**Q.** These are atomization energies per bond for eight tin–nitrogen molecules, from density functionals and wave-function methods, against CCSD(T) at the basis limit. Why doesn't the error shrink steadily as the method gets more elaborate?

Errors in atomization energies per bond (level minus CCSD(T) at the basis-set limit) for eight gas-phase molecules with an Sn–N bond, computed with Ansatz 0.2.0 at PBE0-D4/def2-TZVP geometries. Functionals use def2-TZVPP; open shells are unrestricted, correlation is frozen-core, and def2 core potentials apply past Kr. Energies are electronic, without zero-point or spin-orbit terms.

| level | class | exact exchange, short range (%) | exact exchange, long range (%) | mean signed error (kJ/mol) | mean absolute error (kJ/mol) | largest error (kJ/mol) | case of the largest error | cases too high |
| --- | --- | --- | --- | --- | --- | --- | --- | --- |
| SPW92 | LDA | 0 | 0 | 51.8 | 51.8 | 60.7 | C[O][Sn][NH2] | 8 |
| PBE-D4 | GGA | 0 | 0 | 3.8 | 4.2 | 7.8 | C[O][Sn][NH2] | 6 |
| BLYP-D4 | GGA | 0 | 0 | -1.5 | 3.3 | -5.6 | [NH2][SnH2][Cl] | 3 |
| r2SCANh-D4 | global hybrid | 10 | 10 | -7.2 | 7.2 | -9.8 | [NH2][SnH]([F])[Cl] | 0 |
| B3LYP-D4 | global hybrid | 20 | 20 | -3.3 | 3.3 | -7.0 | [NH2][SnH]([F])[Cl] | 0 |
| PBE0-D4 | global hybrid | 25 | 25 | -5.6 | 5.6 | -9.5 | [NH2][Sn][O][SiH3] | 0 |
| CAM-B3LYP-D4 | range-separated | 19 | 65 | -2.5 | 2.6 | -7.1 | [NH2][SnH]1[S][S]1 | 1 |
| wB97X-V | range-separated | 17 | 100 | 0.0 | 0.5 | 1.3 | [NH2][SnH][Cl] | 4 |
| B2PLYP | double hybrid | 53 | 53 | -8.4 | 8.4 | -10.6 | [NH2][SnH]1[S][S]1 | 0 |
| PBE-QIDH | double hybrid | 69 | 69 | -9.6 | 9.6 | -11.8 | [NH2][Sn][O][SiH3] | 0 |
| MP2/def2-TZVPP | wave function | n/a | n/a | -10.8 | 10.8 | -13.3 | [NH2][Sn][SH] | 0 |
| MP2/limit | wave function | n/a | n/a | 3.3 | 3.6 | 6.0 | [NH2][SnH]([F])[Cl] | 7 |
| CCSD(T)/def2-SVP | wave function | n/a | n/a | -36.6 | 36.6 | -42.5 | [NH2][Sn][SH] | 0 |

**A.** Two errors add, one from the method and one from the finite basis, and they change at different rungs. A positive error means overbinding, and each value is averaged over all bonds of a molecule, so it is no Sn–N bond error. Start from the uniform electron gas, where the reduced gradient $s=|\nabla n|/(2k_Fn)$ of the density $n$, with local Fermi wave number $k_F$, is zero and the LDA is exact. A free atom has tails of large $s$ all round; bonding turns part of them into a flatter region between nuclei. The LDA recovers too little exchange energy where $s$ is large, so it places the atoms too high against the molecule. That argument isn't tested here, but the size of the error is clear: in the row SPW92, which mixes runs in SPW92 itself with runs in the nearly equivalent SVWN5 form, all eight cases are too high, by 15 % of the mean reference of 344.5 kJ/mol, and PBE and BLYP lie 48.0 and 53.3 kJ/mol below the LDA, although their D4 term adds binding that SPW92 lacks.

**Q.** Why do the global hybrids then fall below the reference in every case?

**A.** Take the opposite limit, full exact exchange with semilocal correlation. The exact-exchange hole of a bond spreads over both atoms, and left–right correlation must pull it back around the electron. Semilocal exchange has a local hole and so imitates that correlation; removing it removes binding. With a share $a$ of exact exchange, in per cent,

$$E(a)=E_{\rm GGA}+\frac{a}{100}\left(E_x^{\rm exact}-E_x^{\rm GGA}\right),$$

so to first order in the density change the mean signed error $\epsilon$ within one family is $\epsilon(a)=\epsilon(0)+ka$. PBE and PBE0 give $k=(-5.6-3.8)/25=-0.376$ kJ/mol per per cent. Two points fix the slope and cannot test linearity, and the slope also holds the change in D4 between the two.

**Q.** BLYP to B3LYP drops by only 1.8 for 20 %. Doesn't that break the rule?

**A.** B3LYP changes more than the share. It has 80 % local exchange but only 72 % of the gradient correction, so 8 % of its exchange is bare LDA, which overbinds. Borrowing the slope and taking 8 % of the LDA–BLYP gap:

$$\epsilon\approx-1.5-0.376\times20+0.08\times53.3=-1.5-7.52+4.26\approx-4.8 .$$

The table has $-3.3$, and B3LYP did not enter the slope. Without the local term the estimate is $-9.0$. The borrowed slope is likely too steep, because $k$ depends on the exchange removed: if the 5.3 by which BLYP lies below PBE sits in exchange, the slope for B88 is $-0.323$ and the estimate becomes $-3.7$. It stays rough, since it treats both gaps as exchange and ignores the changes in D4 and in correlation (this B3LYP is the form with VWN-RPA), so the explanation is supported without being proved.

**Q.** So the exact-exchange columns alone cannot order the functionals?

**A.** No. A straight line in the short-range share, fitted to the seven GGA, global-hybrid and range-separated rows, leaves an rms residual of 2.9 kJ/mol, against a scatter of 3.4 with no slope at all; a long-range term brings it only to 2.5. The residuals are in the output below. The starting point $\epsilon(0)$ differs by family, by 5.3 already between PBE and BLYP. The worst misfit is r2SCANh, 7.2 below the PBE–PBE0 line at 10 %. My guess is that its meta-GGA parent already underbinds here, by about 3 if the same slope holds. CAM-B3LYP and B3LYP have nearly the same short-range share and differ by only 0.8, but CAM-B3LYP has no bare LDA part like that of B3LYP, so the pair doesn't isolate the effect of long-range exchange.

**Q.** The double hybrids add perturbative correlation. Why are they worse than the GGAs?

**A.** They seem to recover binding: if the PBE–PBE0 slope held up to their large shares of exact exchange, it would put B2PLYP and PBE-QIDH near $-21$ and $-22$, and both lie about 13 above, which fits a gain from trading semilocal for perturbative correlation. The size hangs on the slope: the flatter B88 value cuts it to about 10 for B2PLYP, and the poor seven-row line leaves only 1.6 and 3.5. The price is slow basis convergence. Bonding pairs electrons that had parallel spins in the atoms (three in nitrogen, two in tin), opposite-spin electrons meet at a cusp, and orbital expansions converge to it roughly as $X^{-3}$ in the cardinal number $X$. The molecule has more such pairs, so a finite set underbinds. The MP2 rows give the size, with the limit itself extrapolated from triple and quadruple zeta by a law of this form: $-10.8$ in triple zeta becomes $+3.3$ at the limit, a shift of 14.1. Scaled by the perturbative shares, 0.27 and 1/3, that is $-3.8$ and $-4.7$, nearly half of each mean error, leaving $-4.6$ and $-4.9$, between B3LYP and PBE0. This is an estimate only: the MP2 shift also holds a Hartree–Fock part, the orbitals differ from those of MP2, B3LYP and PBE0 keep their own, smaller triple-zeta error, tin's outer core is correlated without core-valence functions, which disturbs finite sets most, and neither double hybrid carries a dispersion term.

**Q.** And CCSD(T) itself is second worst?

**A.** It shares the reference's method, so its $-36.6$ is basis error in double zeta. That is 2.6 times the MP2 shift, where $X^{-3}$ gives $1.5^3\approx3.4$; the law is asymptotic and covers correlation only, so it need not hold at double zeta, and the ratio mixes two methods and tests no exponent.

**Q.** Is wB97X-V, with a mean absolute error of 0.5, then the accurate one?

**A.** It agrees best with this reference, which the outer-core treatment may move by up to about 4 kJ/mol per bond. Differences between the signed means survive a shift of the reference alone; the signs of the six means within 4 of zero (PBE, BLYP, B3LYP, CAM-B3LYP, wB97X-V, MP2/limit) and the order in absolute error of all rows but SPW92 and CCSD(T)/def2-SVP may not. MP2/limit is no independent check, because for at least three molecules the reference is that limit plus a triple-zeta CCSD(T) correction. That fitted parameters help wB97X-V is a guess. Spin-orbit and zero-point terms are absent on both sides, so none of this is an error against measurement.

**Q.** Can a small mean be trusted as a correction per bond?

**A.** Not by itself. Where the mean absolute error matches its size, as in the rows with none or all cases too high, the errors share one sign but not one size: B3LYP's mean of $-3.3$ goes with a largest error of $-7.0$. BLYP's $-1.5$ combines three cases averaging $+2.4$ with five averaging $-3.8$. Nor is the error a fixed fraction of the binding: the most strongly bound molecule, C[O][Sn][NH2], has the largest error only for SPW92 and PBE. The set mixes three Sn(II) molecules, four Sn(IV) molecules and one radical, each in one conformer that is not always the lowest, and the means describe these eight alone.

The analysis program printed:

```
Energies in kJ/mol per bond; table rounding 0.05 (0.1 in differences, 0.4 in sums over 8 cases)
mean reference 344.5, most strongly bound case C[O][Sn][NH2]
level | mean error as % of reference | |mean|/MAE | mean of high cases | mean of low cases | largest - mean | largest if proportional (actual)
SPW92 | +15.0 | 1.00 | +51.8 | none | +8.9 | +58.9 (+60.7)
PBE-D4 | +1.1 | 0.90 | +5.3 | -0.8 | +4.0 | mixed signs
BLYP-D4 | -0.4 | 0.45 | +2.4 | -3.8 | -4.1 | mixed signs
r2SCANh-D4 | -2.1 | 1.00 | none | -7.2 | -2.6 | -7.4 (-9.8)
B3LYP-D4 | -1.0 | 1.00 | none | -3.3 | -3.7 | -3.4 (-7.0)
PBE0-D4 | -1.6 | 1.00 | none | -5.6 | -3.9 | -6.0 (-9.5)
CAM-B3LYP-D4 | -0.7 | 0.96 | +0.4 | -2.9 | -4.6 | mixed signs
wB97X-V | +0.0 | 0.00 | +0.5 | -0.5 | +1.3 | mixed signs
B2PLYP | -2.4 | 1.00 | none | -8.4 | -2.2 | -6.8 (-10.6)
PBE-QIDH | -2.8 | 1.00 | none | -9.6 | -2.2 | -10.3 (-11.8)
MP2/def2-TZVPP | -3.1 | 1.00 | none | -10.8 | -2.5 | -11.2 (-13.3)
MP2/limit | +1.0 | 0.92 | +3.9 | -1.2 | +2.7 | mixed signs
CCSD(T)/def2-SVP | -10.6 | 1.00 | none | -36.6 | -5.9 | -38.1 (-42.5)
largest error at the most strongly bound case: SPW92, PBE-D4 (of 13 levels)
mean error within 4 of zero (sign could change with the reference): PBE-D4, BLYP-D4, B3LYP-D4, CAM-B3LYP-D4, wB97X-V, MP2/limit
LDA to GGA: SPW92 - PBE 48.0, SPW92 - BLYP 53.3, PBE - BLYP 5.3
PBE to PBE0: change -9.4, slope -0.376 per % exact exchange
BLYP to B3LYP: change -1.8, slope -0.090 per %; slope ratio 4.2
B3LYP from BLYP with the PBE slope -9.0; 8 % of the LDA-BLYP gap +4.3; sum -4.8; actual -3.3; misfit +1.5
r2SCANh: PBE-PBE0 line at 10 % +0.0, actual -7.2, gap -7.2; parent implied by that slope -3.4
CAM-B3LYP - B3LYP +0.8; wB97X-V - CAM-B3LYP +2.5
fit a + b*short: constants +0.166 -0.192 rms 2.9, R2 0.28
  residuals: PBE-D4 +3.6, BLYP-D4 -1.7, r2SCANh-D4 -5.4, B3LYP-D4 +0.4, PBE0-D4 -1.0, CAM-B3LYP-D4 +1.0, wB97X-V +3.1
  rows left out, actual - line: SPW92 +51.6, B2PLYP +1.6, PBE-QIDH +3.5
fit a + b*short + c*(long-short): constants -0.089 -0.244 +0.050 rms 2.5, R2 0.47
  residuals: PBE-D4 +3.9, BLYP-D4 -1.4, r2SCANh-D4 -4.7, B3LYP-D4 +1.7, PBE0-D4 +0.6, CAM-B3LYP-D4 -0.1, wB97X-V +0.1
  rows left out, actual - line: SPW92 +51.9, B2PLYP +4.6, PBE-QIDH +7.3
rms scatter of these 7 means about their average 3.4
MP2 basis shift, TZVPP to limit +14.1 (4.1 % of reference); MP2 method error at the limit +3.3
CCSD(T)/SVP basis error over MP2/TZVPP shift 2.60; X^-3 gives 3.38; implied exponent 2.35 (two methods mixed)
B2PLYP: PT2 share 0.27, basis estimate -3.8 (45 % of mean error), remainder -4.6; B3LYP-D4 -3.3
  BLYP-D4 with the PBE slope and no PT2 term -21.4; actual lies +13.0 from it
PBE-QIDH: PT2 share 0.33, basis estimate -4.7 (49 % of mean error), remainder -4.9; PBE0-D4 -5.6
  PBE-D4 with the PBE slope and no PT2 term -22.1; actual lies +12.5 from it
```
